## Why does anatase stretch along c so much more than along a?

**Question.** I have these results for anatase-type TiO₂, from strongly squeezed to clearly stretched cells. The volume was imposed each time, and the cell shape and the atoms then relaxed. The ratio c/a rises all the way, so the cell lengthens along c much more than it widens along a, although the rise slows down towards the end. My guess is that the Ti–O bonds pointing along c are simply softer than the others. A colleague says that the bonds hardly change and that the framework unfolds like a set of hinges. Can the table decide between us?

Ansatz 0.2.0, scalar-relativistic PBE with PAW, without spin polarization or dispersion correction: anatase TiO₂, cell shape and atoms relaxed at fixed volume (force tolerance 0.01 eV/Å). Plane-wave cutoff 420 eV, 10×10×10 k mesh, Gaussian smearing 0.02 eV. Energies are relative to the elements' standard crystals or gases in PBE; positive pressure means compression.

| volume (relaxed cell) (Å³/atom) | c/a (relaxed cell) | shortest distance (relaxed cell) (Å) | energy over elements (eV/atom) | pressure (GPa) |
| --- | --- | --- | --- | --- |
| 10.264 | 2.3458 | 1.891 | -2.945 | 25.280 |
| 10.615 | 2.4043 | 1.903 | -2.992 | 18.060 |
| 10.964 | 2.4636 | 1.915 | -3.024 | 11.580 |
| 11.314 | 2.5118 | 1.930 | -3.043 | 5.510 |
| 12.014 | 2.5855 | 1.963 | -3.043 | -4.900 |
| 12.364 | 2.6068 | 1.981 | -3.028 | -9.250 |
| 12.831 | 2.6295 | 2.005 | -2.994 | -14.210 |

**Answer.** It can decide most of it, and neither picture survives alone. From the smallest to the largest cell, c grows by 16 percent and a by only 4 percent. Yet the bonds along c and those across it lengthen by almost the same fraction, about 6 percent. The difference between the axes comes from a change of angle.

To see this, turn the table into bond lengths. Each Ti has two apical oxygens, straight above and below it along c, and four equatorial ones around it. The equatorial oxygens do not lie exactly in the plane of their Ti. Each is shifted up or down by a height $h$, which I call the rise. An oxygen that is apical for one Ti is equatorial for the Ti atoms of the next layer, a distance $c/4$ higher. With $p$ for the apical and $b$ for the equatorial bond, the symmetry of the crystal therefore gives

$$\frac{c}{4}=p+h,\qquad b^2=\left(\frac{a}{2}\right)^2+h^2 .$$

The volume and c/a fix both edges, and the shortest distance supplies one bond. I take that bond to be the equatorial one, as is known for anatase, because the table does not label it. The other bond and the rise then follow.

**First limit: only the apical bonds give.** If the rise stayed fixed, the whole growth of $c/4$, about 0.36 Å, would have to come from the apical bond. That bond would lengthen by nearly a fifth. It actually lengthens by about 0.12 Å, or 6.3 percent, against 6.0 percent for the equatorial bond. Rounding of the shortest distance blurs so small a difference, and exchanging the roles of the two bonds leads to the same conclusion. Over the whole range, then, the bonds along c stretch hardly more than the others. With the usual assignment they do lead on the compressed side, by nearly 3 percent against 2 from the first to the fourth row, and fall behind after that. But c grows by 8 percent in those first rows, so softer bonds along c can be only a small part of the trend. Equal stretch alone does not prove equal stiffness, since the two kinds of bond need not carry the same load.

**Second limit: rigid bonds on hinges.** Now freeze both bond lengths and let only the rise grow. The axis c lengthens, but a must shrink, because the equatorial bonds tip out of their plane. At some point the shrinking base cancels the gain in height, and the volume stops growing. Starting from the most compressed cell, such a hinge can add at most 6 percent of volume, whereas the table spans 25 percent. Besides, a and c grow together in every step, which rigid bonds would forbid.

**What remains: bonds that stretch alike, and a hinge that opens.** If the bonds stretched at a fixed tilt, a and c would both grow by roughly 6 percent and c/a would hardly move. The opening hinge adds to c and takes from a. The growing rise supplies about two thirds of the growth of c, nearly all of it through the larger tilt, and that tilt takes back some 2 percent of a, which leaves the 4 percent found. For the volume the roles are reversed: stretching at a fixed tilt accounts for about 19 percent, and the change of shape for only about 5 percent more. The bonds thus make the volume, and the hinge makes the shape.

The idea can be pushed to its simplest form by setting all six bonds equal. With $p=b=d$, the two relations above combine to

$$d=\frac{a^2}{2c}+\frac{c}{8}.$$

Take the largest cell, at 12.831 Å³/atom. The conventional cell holds 12 atoms, so that

$$a=\left(\frac{12\times 12.831}{2.6295}\right)^{1/3}=3.883\ \text{Å},\qquad c=2.6295\,a=10.21\ \text{Å},$$

$$d=\frac{3.883^2}{2\times 10.21}+\frac{10.21}{8}=2.015\ \text{Å}.$$

The calculation gives 2.005 Å for the shortest distance, so the estimate is half a percent too long. It has no adjustable constant and is too long by 0.3 to 0.5 percent in every row. The sign is no accident: the real bonds come in two lengths, with the usual assignment some 0.04 to 0.06 Å apart, and the table lists the shorter. The formula uses the relaxed edges as input, so it tests whether the bonds stay nearly equal, not why the cell chose those edges. The test is a mild one, because most of a difference between the two bonds cancels in the formula.

**Why the hinge opens on expansion.** Think of a nearly flat arrangement, with $h$ close to zero. A small rise then adds its full amount to $c/4$, while a shrinks only in second order, as the cosine of a small angle does. Opening the hinge therefore gains volume, and this holds in every row, where the tilt of the equatorial bonds runs from 8 to 14 degrees. Pressure favours whatever saves volume, so it flattens the hinge; tension opens it.

How far the hinge moves depends on its stiffness. In oxides, bending the angles between bonds generally costs less energy than stretching the bonds, and this is the standard reason why a framework uses its hinges at all. The table supports that picture. An ångström of rise gains less volume than an ångström of apical bond, because only the rise shrinks a, so pressure pushes on it less. Yet the rise changes by 0.23 Å over the table and the apical bond by only 0.12 Å. The hinge thus yields more easily than the apical bonds. This is not yet a clean stiffness, since the preferred tilt may itself shift as the bonds stretch.

**Why the rise of c/a slows down.** It is tempting to say that c has used up its softness. Compare neighbouring rows per GPa of pressure released: c lengthens by about 0.35 to 0.42 percent in every step, without a clear stiffening. It is a that changes its behaviour, from 0.04 percent per GPa in the most compressed step to 0.19 in the most stretched one. The ratio levels off because a catches up.

The bonds explain this change in a. The shortest bond yields by 0.09 percent per GPa at the compressed end and by 0.24 at the stretched end, as expected of a bond whose stiffness falls when it is pulled out. The opening hinge takes back a nearly constant 0.05 to 0.06 percent per GPa from a. At the compressed end that is about half of the bond's stretch, so a hardly moves; at the stretched end it is a small part.

Along c the two contributions add, and here they trade places. The bonds yield more and more, while the tilt opens more slowly in the stretched cells, so their sum stays roughly level. A likely reason for the slower tilt is that the same rise now gains only about half the volume it gained at the start, which gives the tension less to pull on. Whether the hinge itself also stiffens or softens is not known from these runs.

**How to use this.** Near zero pressure, which interpolation places at about 11.7 Å³/atom, c responds to pressure nearly four times as strongly as a. A shift of c measured under hydrostatic pressure should therefore not be read as a bond strain; put both edges into the formula for $d$ instead. For another volume of the same structure, first ask how much the bonds change, which moves both axes alike, and then which way the hinge must turn to gain volume under tension or save it under pressure. On the compressed side this describes a crystal held in the anatase symmetry, since real anatase turns into denser phases at pressures within this range. PBE also tends to make oxides a little too large, and by the trend found here such an error should show mainly in c. The printed analysis below gives the bond lengths, tilts and responses row by row.

The open question is how stiff the hinge is by itself. It could be settled by computing the energy for a set of rises $h$ with both bond lengths held fixed, the two edges following from the relations above. The curvature of that energy would belong to the hinge alone, free of any coupling to the stretch of the bonds.

Printed output of the fit:

```
Geometry from volume, c/a and shortest distance:
     row  a (Å)  c (Å)  apical bond (Å)  rise (Å)  tilt (deg)  equal-bond length (Å)  miss (Å)
  10.264  3.745  8.784            1.931    0.2654       8.067                  1.896  0.005147
  10.615  3.756   9.03             1.95     0.308       9.315                   1.91  0.006825
  10.964  3.766  9.277             1.97    0.3491        10.5                  1.924  0.008978
  11.314  3.781  9.497            1.986    0.3885       11.61                   1.94  0.009776
  12.014   3.82  9.878            2.017    0.4522       13.32                  1.974   0.01051
  12.364  3.847  10.03            2.032    0.4746       13.86                  1.991   0.01022
  12.831  3.883  10.21            2.052    0.5002       14.45                  2.015   0.00975
Response per GPa of released pressure since the row before:
     row    a (%)   c (%)  shortest bond (%)  tilt (deg)  volume gain per 0.1 Å rise (%)
  10.264      n/a     n/a                n/a         n/a                            3.04
  10.615  0.04152  0.3827            0.08761      0.1728                           2.683
  10.964  0.04107  0.4171            0.09701      0.1835                           2.342
  11.314  0.06616  0.3854             0.1285      0.1829                           2.038
  12.014  0.09962  0.3774             0.1629      0.1639                           1.571
  12.364   0.1572  0.3458             0.2098      0.1248                           1.423
  12.831   0.1909  0.3657             0.2428      0.1179                           1.264
Growth of the volume over the table (%): 25.01
Growth of a (%): 3.702
Growth of c (%): 16.24
Growth of the shortest (equatorial) bond (%): 6.029
Growth of the apical bond (%): 6.312
Opposite assignment, growth of the equatorial bond (%): 6.347
Growth of every length if the cell swelled uniformly (%): 7.725
Share of the growth of c that comes from the rise (%): 65.84
The same share with the opposite assignment (%): 68.04
Loss of a through the larger tilt alone (%): 2.194
Largest volume gain of a hinge with rigid bonds (%): 5.746
Volume gain from bond stretch at fixed tilt, cube of the shortest bond (%): 19.2
Volume gain left for the change of shape (%): 4.876
Error of the rise in the first row from rounding of the distance (Å): 0.003563
Volume at zero pressure, interpolated (Å³/atom): 11.68
c/a at zero pressure, interpolated: 2.551
```
